Dear colleague,

Here is what I expect for the mode at the centre of your Kekul\'e vortex: how many guides it lights and where its half state sits. I take typical values for laser-written guides, a spacing $a=15\,\mu$m and a nearest-neighbour coupling $c=2.0$ cm$^{-1}$. As design choices I take a coupling modulation of amplitude $\delta c_0=0.5$ cm$^{-1}$ that rises from the centre as $\tanh(r/l_0)$, with $l_0=60\,\mu$m.

\textbf{Estimate by hand.} The propagation distance $z$ plays the part of time. Light near a Dirac cone drifts sideways by about one spacing per coupling length, $ca=30\,\mu$m/cm. The modulation opens a half-gap of order $\delta c_0$. A midgap state decays over speed divided by half-gap, $\xi\approx 60\,\mu$m $=4a$. It should sit on one sublattice, which has one guide per $2.6\,a^2$. A disc of radius $\xi$ has area $50\,a^2$, so about 19 guides are lit, each with about 0.05 of the power. The mode is built half from the upper and half from the lower band, so each band should lack half a state inside that disc.

\textbf{Careful calculation.} The guide amplitudes obey $i\,\partial_z\psi=H\psi$, with $H_{jk}=-c_{jk}$ between nearest neighbours and eigenvalues $\varepsilon$. A sites lie at lattice vectors $\mathbf r$ and B sites at $\mathbf r+\mathbf s_j$, with $\mathbf s_1=a(0,-1)$ and $\mathbf s_{2,3}=a(\pm\sqrt3/2,1/2)$. The valleys are at $\pm\mathbf K$, $\mathbf K=(4\pi/3\sqrt3a,0)$. The couplings are
\begin{equation}
c_{\mathbf r,j}=c+\Big[\tfrac13\Delta(\mathbf r)\,e^{i\mathbf K\cdot\mathbf s_j}e^{2i\mathbf K\cdot\mathbf r}+\text{c.c.}\Big],\qquad \Delta=|\Delta(r)|\,e^{i(n\theta+\alpha)},
\end{equation}
so the modulation amplitude is $2|\Delta|/3$. On each sublattice write the amplitude at position $\boldsymbol\rho$ as $e^{i\mathbf K\cdot\boldsymbol\rho}\phi_++e^{-i\mathbf K\cdot\boldsymbol\rho}\phi_-$, with slow envelopes $\phi=a_\pm,b_\pm$. Since $\sum_j e^{i\mathbf K\cdot\mathbf s_j}=0$ and $\sum_j e^{i\mathbf K\cdot\mathbf s_j}\mathbf s_j=\tfrac{3a}{2}(i,-1)$, first order in gradients gives
\begin{equation}
\begin{aligned}
(H\psi)_{A+}&=-ivD\,b_+-\Delta\,b_-, & (H\psi)_{A-}&=+iv\bar D\,b_--\Delta^*b_+,\\
(H\psi)_{B+}&=-iv\bar D\,a_+-\Delta\,a_-, & (H\psi)_{B-}&=+ivD\,a_--\Delta^*a_+,
\end{aligned}
\end{equation}
with $D=\partial_x+i\partial_y=e^{i\theta}(\partial_r+ir^{-1}\partial_\theta)$, $\bar D$ its conjugate and $v=3ca/2$, the counterpart of $\hbar v$ in graphene. Uniform $\Delta$ gives $\varepsilon=\pm\sqrt{v^2q^2+|\Delta|^2}$. For your lattice $v=45\,\mu$m/cm, the far-field mass is $\Delta_0=3\delta c_0/2=0.75$ cm$^{-1}$, and $\xi=v/\Delta_0=ac/\delta c_0=60\,\mu$m.

At $\varepsilon=0$ the sublattices decouple. On B try $b_+\propto e^{il\theta}$, $b_-\propto e^{im\theta}$; the angular factors match if $m=l+1-n$. The radial system has two solutions, and only one decays at large $r$. Near the centre the mass vanishes and the solutions start as $b_+\sim r^{l}$ or $b_-\sim r^{-m}$. The decaying one mixes both, so both must be regular: $l\ge0$, $m\le0$, or $0\le l\le n-1$. That gives $n$ modes on B for $n>0$. The A equations exchange $D$ and $\bar D$ and give $|n|$ modes for $n<0$. This is the counting of Jackiw and Rossi (1981), carried to graphene by Hou, Chamon and Mudry (2007). Which sublattice goes with which sign depends on the conventions above.

For $n=1$, $l=m=0$. Put $b_+=uf(r)$, $b_-=u^*f(r)$, $|u|=1$. Both equations hold if $vf'=-|\Delta|f$ and $u^2=-ie^{i\alpha}$; the opposite sign of $u^2$ gives the growing solution. On a B guide at $\boldsymbol\rho$,
\begin{equation}
\psi_0\propto f(r)\cos\!\big(\mathbf K\cdot\boldsymbol\rho+\tfrac\alpha2-\tfrac\pi4\big),\qquad
f=\exp\!\Big[-\frac1v\int_0^r|\Delta|\,dr'\Big]=\big[\cosh(r/l_0)\big]^{-l_0/\xi}.
\end{equation}
Your design has $l_0=\xi$, so $f=\mathrm{sech}(r/\xi)$.

I count lit guides by the participation number $N=1/\sum_jI_j^2$, with intensities normalised to $\sum_jI_j=1$. The phase $\mathbf K\cdot\boldsymbol\rho$ takes the three values $0,\pm2\pi/3$ on B. Averaged over them, $2\cos^2\to1$ and $4\cos^4\to3/2$ for any $\alpha$. With cell area $A_c=3\sqrt3a^2/2$, $I_j=2\cos^2(\cdots)A_cf^2/\!\int\! f^2d^2r$, and
\begin{equation}
N=\frac23\,\frac{(\int f^2d^2r)^2}{A_c\int f^4d^2r}
=\frac23\,\frac{2\pi\xi^2}{A_c}\,\frac{(\ln2)^2}{\tfrac23\ln2-\tfrac16}=42,
\end{equation}
using $\int_0^\infty x\,\mathrm{sech}^2x\,dx=\ln2$ and $\int_0^\infty x\,\mathrm{sech}^4x\,dx=\tfrac23\ln2-\tfrac16$. The rms radius is $\xi\,[9\zeta(3)/(8\ln2)]^{1/2}=84\,\mu$m. A guide at the centre holds at most $2A_c/(2\pi\xi^2\ln2)=0.075$ of the power, reached when its cosine equals $\pm1$. That is also the largest share of a single-guide input that enters the mode.

The half state follows from the lattice without any continuum step. Because $H$ links only A to B, reversing the sign of the B amplitudes maps a mode at $\varepsilon$ to one at $-\varepsilon$ with the same intensities. Completeness on guide $j$ then reads
\begin{equation}
\sum_{\varepsilon<0}|\psi_\varepsilon(j)|^2=\tfrac12-\tfrac12\sum_{\text{zero}}|\psi_0(j)|^2 .
\end{equation}
A lattice with equal numbers of A and B guides has a partner mode on A at the edge or at an antivortex; the pair splits by an exponentially small amount, and I count both as zero modes. Near the vortex the lower band lacks $I_j/2$ on each guide, one half in total. For electrons of charge $-e$ filling the lower band, the vortex carries $+e/2$ per spin species with the zero mode empty and $-e/2$ with it filled. Your photons carry no charge and fill no band; what you have is the missing modal weight. Within radius $R$ it is
\begin{equation}
Q(R)=\frac{x\tanh x-\ln\cosh x}{2\ln2},\qquad x=R/\xi ,
\end{equation}
which gives $Q(\xi)=0.24$ and $Q(3\xi)=0.49$.

\textbf{Why 19 became 42.} The length was right by a cancellation: I dropped a factor $3/2$ from the speed and the same factor from the half-gap, each being a sum over three bonds. The ratio $42/19=2.2$ comes from three factors.

\begin{center}
\begin{tabular}{lcc}
Step & factor & $N$\\ \hline
uniform disc, $\pi\xi^2/A_c$ & -- & 19.3\\
tail $e^{-r/\xi}$, constant $|\Delta|$ & 2 & 38.7\\
core, $l_0=\xi$ & 1.63 & 62.9\\
valley interference & 2/3 & 42.0
\end{tabular}
\end{center}

First, the mode has no edge. For $f=e^{-r/\xi}$ the integrals are $\int f^2d^2r=\pi\xi^2/2$ and $\int f^4d^2r=\pi\xi^2/8$, so the effective area is $2\pi\xi^2$, twice the disc. In the plane the weight $r\,dr$ favours the tail. Second, the mass is small in the core, so $f$ starts flat. Far out $f\to e^{-(r-l_0\ln2)/\xi}$, the sharp-core tail moved outward by $42\,\mu$m; this is the factor $(\ln2)^2/(\tfrac23\ln2-\tfrac16)=1.63$. Third, the mode is an equal superposition of both valleys, a standing wave that lights the three kinds of B guide unequally, for $\alpha=\pi/2$ in the ratio $4:1:1$. The product of the three is 2.17, and rounding 19.3 to 19 supplies the remainder.

The estimate had the total of one half right, since symmetry fixes it, and its location wrong. A sharp core would put $\tfrac12(1-3e^{-2})=0.30$ inside $\xi$, and your core lowers this to 0.24. Integrate out to $3\xi=180\,\mu$m and keep the edge well beyond that.

Two neglected terms need their sizes. Trigonal warping is a fraction $qa/4$ of the linear term, 0.06 at $q=1/\xi$. It adds threefold angular harmonics to the envelope, which drop out of the angular integrals at first order, so two figures in $N$ are fair within the nearest-neighbour model. Second-neighbour coupling $c_2$, typically about $0.1c=0.2$ cm$^{-1}$, is larger and breaks the sublattice symmetry. If uniform, it adds $3c_2-\tfrac94c_2a^2q^2$ near the cones. The constant, 0.6 cm$^{-1}$, rivals $\Delta_0$ but moves the gap and the mode together. The rest uses $\langle q^2\rangle=\int f'^2d^2r/\!\int\! f^2d^2r=0.57/\xi^2$ and lowers the mode by 0.016 cm$^{-1}$ from the gap centre, a fraction 0.02 of $\Delta_0$. If you make the texture by displacing guides, $c_2$ is modulated as well, on the scale $c_2\,\delta c_0/c=0.05$ cm$^{-1}$, or 0.07 of $\Delta_0$. The dark A sublattice and the half state are then no longer enforced by symmetry, and I expect the amplitudes to change by fractions of about that size.

With best regards.